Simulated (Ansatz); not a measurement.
# A series in volume scale on GdN

Results calculated with Ansatz 0.2.0, not measured. Periodic Kohn-Sham DFT of a crystal at fixed atoms, scaled to volume_scale times the given cell; pressure positive in compression, energy less spherical unpolarised free atoms, largest_vzz the field gradient of largest size among the nuclei.

The cell before it is scaled or strained (space group Fm-3m, No. 225):
```
GdN
1.0
      0.0000     2.4918     2.4918
      2.4918     0.0000     2.4918
      2.4918     2.4918     0.0000
Gd N
1 1
Direct
  0.00000 0.00000 0.00000
  0.50000 0.50000 0.50000
```

Settings of every row: method all-electron LAPW; functional PBE; relativity scalar; k mesh 15x15x15; filling fermi-dirac; smearing width 0.05 eV; basis error target 0.25 meV/atom; nucleus gaussian.

Atom:
```
element  start moment (bohr magneton)
     Gd                             7
      N                             0
```

Limits: no spin-orbit coupling on heavy atoms; open f shell, the state may not be the lowest; the cell comes from a prototype or a list of computed structures and needn't be the stable phase; with one magnetic atom in the cell only parallel moments are possible.

```
row  volume scale  V (Å³/atom)  energy less free atoms (eV/atom)  pressure (GPa)
  1          0.96       14.853                          -12.8008           6.565
  2          0.98       15.162                          -12.8101           3.138
  3             1       15.472                          -12.8131           0.045
  4          1.02       15.781                                 ?               ?
  5          1.04       16.091                          -12.8027          -5.267
```

Cell moment is 7 bohr magneton in every row.

Question: what energy less free atoms and pressure should row 4 give?

Worked fit of energy less free atoms. Take u = (V_r/V)^(2/3) − 1 with V_r = 15.317 Å³ an atom, which is twice the finite (Eulerian) strain; such expansions in the strain, on which the Birch-Murnaghan equation of state is built, carry the rest volume and the bulk modulus. The shown rows have u = 0.02072, 0.0068, -0.00669, -0.03233. Least squares give energy less free atoms = −12.81234 + 0.2228 × u + 16.121 × u² eV/atom; a straight line predicts inner rows, each left out in turn, worse (root mean square 0.0071 against 3.4e-05 eV/atom). All shown rows lie on it to the printed digit. The withheld row has u = -0.0197, so the fit gives −12.81234 + 0.2228 × (-0.0197) + 16.121 × (-0.0197)² = -12.8105 eV/atom.

The calculation gave -12.8105 eV/atom. The fit meets it to the printed digit.

Worked fit of pressure. Take u = (V_r/V)^(2/3) − 1 with V_r = 15.317 Å³ an atom, which is twice the finite (Eulerian) strain; such expansions in the strain, on which the Birch-Murnaghan equation of state is built, carry the rest volume and the bulk modulus. The shown rows have u = 0.02072, 0.0068, -0.00669, -0.03233. Least squares give pressure = 1.5528 + 229.759 × u + 582.5 × u² GPa; a straight line predicts inner rows, each left out in turn, worse (root mean square 0.26 against 0.0083 GPa). The rows lie off it by 0.002, -0.004, 0.003, -0.001. The withheld row has u = -0.0197, so the fit gives 1.5528 + 229.759 × (-0.0197) + 582.5 × (-0.0197)² = -2.747 GPa.

The calculation gave -2.747 GPa. The fit meets it to the printed digit.
